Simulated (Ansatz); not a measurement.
## Strength of the C–B bond: B(CH3)2Cl → B(CH3)Cl + CH3

Species: B(CH3)2Cl (chlorodimethylborane), singlet; B(CH3)Cl, doublet; CH3 (methyl radical) `[CH3]`, doublet. 

Shapes, held fixed at every level: PBE0-D4/def2-TZVP. Programs: Ansatz 0.2.0. The zero-point and thermal change to 298 K, harmonic and unscaled (PBE0-D4/def2-TZVP), is -17.8 kJ/mol.

```json
{"level": "B3LYP-D4/def2-TZVPP", "kind": "global hybrid", "ΔH(298 K) (kJ/mol)": "+421.2", "less CCSD(T)/CBS estimate": "-17.5", "CPU time (sum over the molecules)": "18 s"}
{"level": "r2SCAN0-D4/def2-TZVPP", "kind": "global hybrid", "ΔH(298 K) (kJ/mol)": "+406.7", "less CCSD(T)/CBS estimate": "-32.0", "CPU time (sum over the molecules)": "24 s"}
{"level": "wB97M-V/def2-TZVPP", "kind": "range-separated hybrid", "ΔH(298 K) (kJ/mol)": "+447.7", "less CCSD(T)/CBS estimate": "+9.0", "CPU time (sum over the molecules)": "52 s"}
{"level": "B2PLYP/def2-TZVPP", "kind": "double hybrid", "ΔH(298 K) (kJ/mol)": "+422.6", "less CCSD(T)/CBS estimate": "-16.1", "CPU time (sum over the molecules)": "21 s"}
{"level": "MP2/def2-TZVPP", "kind": "perturbation theory", "ΔH(298 K) (kJ/mol)": "+444.0", "less CCSD(T)/CBS estimate": "+5.3", "CPU time (sum over the molecules)": "–"}
{"level": "CCSD(T)/def2-TZVPP", "kind": "coupled cluster or CI", "ΔH(298 K) (kJ/mol)": "+430.2", "less CCSD(T)/CBS estimate": "-8.5", "CPU time (sum over the molecules)": "4.7 min"}
{"level": "CCSD/def2-TZVPP", "kind": "coupled cluster or CI", "ΔH(298 K) (kJ/mol)": "+421.8", "less CCSD(T)/CBS estimate": "-16.9", "CPU time (sum over the molecules)": "–"}
{"level": "CCSD(T)/CBS estimate", "kind": "coupled cluster or CI", "ΔH(298 K) (kJ/mol)": "+438.7", "less CCSD(T)/CBS estimate": "0.0", "CPU time (sum over the molecules)": "6.1 min"}
```

The highest level, CCSD(T)/CBS estimate, gives ΔH(298 K) = +438.7 kJ/mol; the levels span +406.7 to +447.7. The column of differences is taken from that level and isn't an error. No measured value is set beside it here. Open shells run unrestricted unless RO is named. The CBS estimate extrapolates MP2 from def2-TZVPP and def2-QZVPP and adds CCSD(T) − MP2 in the triple-zeta set, cores frozen. Times are processor times on shared x86 and Arm servers, and rough.

Breaking the B–C bond homolytically is strongly endothermic at every level, with +438.7 kJ/mol at the highest. The bond joins a compact boron σ hybrid of high s character to a carbon sp3 hybrid, and the electronegativity difference adds some polar stabilisation. Cleavage leaves a boron-centred σ radical whose unpaired electron has little scope for delocalisation, since the formally empty boron p orbital, which accepts π density from chlorine, is orthogonal to it. Planar relaxation of the methyl radical recovers only part of the cost.

Recovering more of the correlation energy of the broken pair strengthens the bond: both the triples and the larger basis raise the coupled-cluster value. MP2 lies above CCSD(T) in the same triple-zeta basis, so its closeness to the extrapolated result reflects a cancellation between overbinding and basis incompleteness. The density functionals show no common bias, as wB97M-V lies above the reference and the others below. Without the corresponding cleavage of trimethylborane, the effect of chlorine on the bond strength remains open.
